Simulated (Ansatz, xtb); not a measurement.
Relative energy of two isomers of C3H6N2SSi

We compare I, `[SiH3]n1cc(S)cn1`, a singlet, with II, `[SiH3]c1[nH]ncc1S`, a singlet. Both are isolated molecules in the gas phase, relaxed with r2SCAN-D4/def2-SVP; the shapes shown needn't be the lowest conformers.

I (Å):

```xyz
13

C     0.0815    1.7744   -0.4561
C     1.3041    1.8482    0.1927
C     1.7705    0.5044    0.2187
N    -0.1205    0.4535   -0.7747
N     0.9104   -0.3217   -0.3630
S     2.1644    3.2306    0.8603
Si   -1.4659   -0.3658   -1.6060
H    -2.4323    0.7166   -1.9408
H    -2.0809   -1.3626   -0.6913
H    -0.9593   -1.0261   -2.8370
H    -0.6451    2.5455   -0.7089
H     1.2282    4.1516    0.5471
H     2.7008    0.1228    0.6421
```

II (Å):

```xyz
13

C    -0.0108    1.0269   -0.8352
C     1.3236    2.4974    0.2025
C     0.6588    1.2588    0.3734
N     0.3076    2.1046   -1.6073
N     1.1054    2.9980   -1.0121
S     0.5536    0.2364    1.8103
Si   -1.0942   -0.4125   -1.3383
H    -2.3086   -0.4988   -0.4798
H    -0.3363   -1.6939   -1.2655
H    -1.5085   -0.1659   -2.7541
H    -0.0016    2.2833   -2.5576
H     1.9480    3.0334    0.9179
H     1.6957   -0.4660    1.6145
```

Task: Estimate E(II) − E(I) at the level CCSD(T)/def2-SVP + ΔMP2/def2-TZVPP.

Result: Calculated at CCSD(T)/def2-SVP + ΔMP2/def2-TZVPP: E(II) − E(I) = +7.2 kcal/mol, so structure I lies lower.

How the difference moves with the method:

```json
{"level": "GFN2-xTB", "geometry": "GFN2-xTB", "E(II) − E(I) (kcal/mol)": "+19.4", "departure from the last row (kcal/mol)": "+12.2", "job, with rough time for the two": "optimisation, 0.22 s"}
{"level": "HF/STO-3G", "geometry": "GFN2-xTB", "E(II) − E(I) (kcal/mol)": "+15.5", "departure from the last row (kcal/mol)": "+8.3", "job, with rough time for the two": "single point, 0.42 s"}
{"level": "r2SCAN-D4/def2-SVP//GFN2-xTB", "geometry": "GFN2-xTB", "E(II) − E(I) (kcal/mol)": "+5.6", "departure from the last row (kcal/mol)": "−1.6", "job, with rough time for the two": "single point, 3.4 s"}
{"level": "r2SCAN-D4/def2-SVP", "geometry": "r2SCAN-D4/def2-SVP", "E(II) − E(I) (kcal/mol)": "+4.5", "departure from the last row (kcal/mol)": "−2.8", "job, with rough time for the two": "optimisation, 71 s"}
{"level": "HF/def2-SVP", "geometry": "r2SCAN-D4/def2-SVP", "E(II) − E(I) (kcal/mol)": "+6.8", "departure from the last row (kcal/mol)": "−0.4", "job, with rough time for the two": "part of the CCSD(T) run"}
{"level": "MP2/def2-SVP", "geometry": "r2SCAN-D4/def2-SVP", "E(II) − E(I) (kcal/mol)": "+5.6", "departure from the last row (kcal/mol)": "−1.7", "job, with rough time for the two": "part of the CCSD(T) run"}
{"level": "CCSD(T)/def2-SVP", "geometry": "r2SCAN-D4/def2-SVP", "E(II) − E(I) (kcal/mol)": "+5.7", "departure from the last row (kcal/mol)": "−1.5", "job, with rough time for the two": "single point"}
{"level": "CCSD(T)/def2-SVP + ΔMP2/def2-TZVPP", "geometry": "r2SCAN-D4/def2-SVP", "E(II) − E(I) (kcal/mol)": "+7.2", "departure from the last row (kcal/mol)": "", "job, with rough time for the two": "single point, 45 s"}
```

As drawn, II has 1 C–Si, 1 N–H in place of 1 N–Si, 1 C–H.

None of the levels shown reverses the order. The largest departure from CCSD(T)/def2-SVP + ΔMP2/def2-TZVPP is that of GFN2-xTB, 12.2 kcal/mol. A small imaginary or near-zero mode remains, so no thermal terms are given. The last row adds to CCSD(T) the change of the MP2 difference between the two basis sets, here +1.5 kcal/mol.

The correlated steps freeze 15 core orbitals. Run with Ansatz 0.2.0, xtb 6.7.1; the last row on 2 threads of Intel(R) Xeon(R) 6975P-C (Granite Rapids) on a shared host.

The N-silyl isomer I lies below the C-silyl isomer II by 7.2 kcal/mol. Both keep the aromatic pyrazole ring, so the preference probably reflects mainly the exchange of bonds: silicon gains more from a strongly polar bond to electronegative nitrogen than from one to carbon. The neighbouring silyl and thiol groups in II may add some crowding. Its S–H bond also points out of the ring plane, whereas that in I lies nearly within it, so part of the gap may be conformational.

The closeness of HF/def2-SVP to the final value is partly a cancellation, since correlation in that basis narrows the gap while the larger basis widens it again. The preference for I is an energetic one between these two structures and says nothing about resistance to hydrolysis, where N-silyl azoles are typically labile because a strong Si–O bond forms. Nor does it rank the other N–H tautomer of II, which could separate the N–H and silyl groups.
